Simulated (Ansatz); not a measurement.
A series in volume scale on ZnS

All results are calculated (Ansatz 0.2.0). Free energy against uniform scaling of the volume at fixed shape and fractions; periodic cell, basis, potentials, k mesh and filling as listed.

The cell before it is scaled or strained (space group P6_3mc, No. 186):
```
ZnS
1.0
      3.8110     0.0000     0.0000
     -1.9055     3.3004     0.0000
      0.0000     0.0000     6.2340
Zn S
2 2
Direct
  0.33333 0.66667 0.00000
  0.66667 0.33333 0.50000
  0.33333 0.66667 0.38500
  0.66667 0.33333 0.88500
```

Settings of every row: functional RPBE; dispersion none; potentials norm-conserving; wave cutoff 1142.9 eV; density cutoff 4571.5 eV; k mesh 6x6x3; k shift 0x0x0; occupations fixed; smearing width 0 eV; spin none.

Limits: minimum outside the range.

```
row  volume scale  V (Å³/atom)  energy above lowest point (meV/atom)  pressure (GPa)
  1          0.94       18.426                                  80.3           11.09
  2          0.96       18.818                                  55.9            8.92
  3          0.98        19.21                                  36.5            6.97
  4             1       19.603                                     ?               ?
  5          1.02       19.995                                  10.8            3.63
  6          1.04       20.387                                   3.7            2.19
  7          1.06       20.779                                     0            0.89
```

Question: what energy above lowest point and pressure should row 4 give?

Worked fit of energy above lowest point. Take u = (V_r/V)^(2/3) − 1 with V_r = 19.602 Å³ an atom, which is twice the finite (Eulerian) strain; such expansions in the strain, on which the Birch-Murnaghan equation of state is built, carry the rest volume and the bulk modulus. The shown rows have u = 0.04211, 0.02759, 0.01356, -0.01315, -0.02584, -0.03813. Least squares give energy above lowest point = 21.61 + 958.1 × u + 10300 × u² + 1068 × u³ meV/atom; a parabola predicts inner rows, each left out in turn, worse (root mean square 0.029 against 0.018 meV/atom). All shown rows lie on it to the printed digit. The withheld row has u = -3e-05, so the fit gives 21.61 + 958.1 × (-3e-05) + 10300 × (-3e-05)² + 1068 × (-3e-05)³ = 21.6 meV/atom.

The calculation gave 21.6 meV/atom. The fit meets it to the printed digit.

Worked fit of pressure. Take u = (V_r/V)^(2/3) − 1 with V_r = 19.602 Å³ an atom, which is twice the finite (Eulerian) strain; such expansions in the strain, on which the Birch-Murnaghan equation of state is built, carry the rest volume and the bulk modulus. The shown rows have u = 0.04211, 0.02759, 0.01356, -0.01315, -0.02584, -0.03813. Least squares give pressure = 5.216 + 124.94 × u + 321.9 × u² + 559 × u³ GPa; a parabola predicts inner rows, each left out in turn, worse (root mean square 0.014 against 0.0042 GPa). All shown rows lie on it to the printed digit. The withheld row has u = -3e-05, so the fit gives 5.216 + 124.94 × (-3e-05) + 321.9 × (-3e-05)² + 559 × (-3e-05)³ = 5.21 GPa.

The calculation gave 5.21 GPa. The fit meets it to the printed digit.
